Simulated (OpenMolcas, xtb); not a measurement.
# CHF2 (difluoromethyl radical): methods side by side

The species is CHF2 (4 atoms), meant as a doublet with charge 0. SMILES: `F[CH]F`. Geometry: relaxed at PBE0-D4/def2-TZVP.

Quantity: the vertical energy of the quartet above the doublet, in eV. The values are calculated.

```csv
level,kind,program,value (eV),less FCI/STO-3G,CPU time (all runs)
GFN2-xTB,semi-empirical,xtb,16.71,+3.18,under 2 s
GFN1-xTB,semi-empirical,xtb,12.49,-1.04,under 2 s
ROHF/STO-3G,Hartree–Fock,OpenMolcas,12.69,-0.84,5.5 s
UHF/STO-3G,Hartree–Fock,OpenMolcas,12.69,-0.84,3.4 s
USVWN5/STO-3G,LDA,OpenMolcas,13.75,+0.22,16 s
UPBE/STO-3G,GGA,OpenMolcas,13.48,-0.05,12 s
U-r2SCAN/STO-3G,meta-GGA,OpenMolcas,13.60,+0.07,19 s
UPBE0/STO-3G,global hybrid,OpenMolcas,14.18,+0.65,11 s
"CASSCF(3,3)/STO-3G",multireference,OpenMolcas,13.12,-0.41,4.4 s
FCI/STO-3G,exact in the basis,OpenMolcas,13.53,0.00,2.2 min
```

FCI/STO-3G is exact within its basis and frozen core, so for wave-function methods in that basis the difference is their error; functionals converge differently with the basis, so for them it is only a difference. The values span 12.49 to 16.71 eV. The xTB rows lack spin polarisation, so open shells miss the exchange term that lowers them. All rows use very small basis sets, so even the best lies far from the true value. CPU times are rough (shared hosts, several kinds of processor): they show what a rung costs within a factor of a few.

Every method places the quartet far above the doublet, as expected for a carbon-centred radical with only single bonds. The unpaired electron already occupies the carbon-based frontier orbital, so a quartet requires uncoupling another pair and promoting an electron into a C–F or C–H antibonding orbital. There is no low-lying π* level to make this cheap.

Hartree–Fock puts the gap too low because the doublet has one more opposite-spin pair and therefore more correlation energy to lose. CASSCF(3,3) recovers about half of the shortfall, leaving correlation outside its small active space. The agreement between ROHF and UHF shows that spin polarisation barely changes the gap.

UPBE0 breaks the expected pattern: mixing exact exchange into PBE should not readily push the gap well above both the UPBE and UHF values, which suggests that its quartet converged to a different, higher-lying solution. The vertical gap does not show whether the quartet has a bound minimum, since occupying an antibonding orbital could lead to bond cleavage.
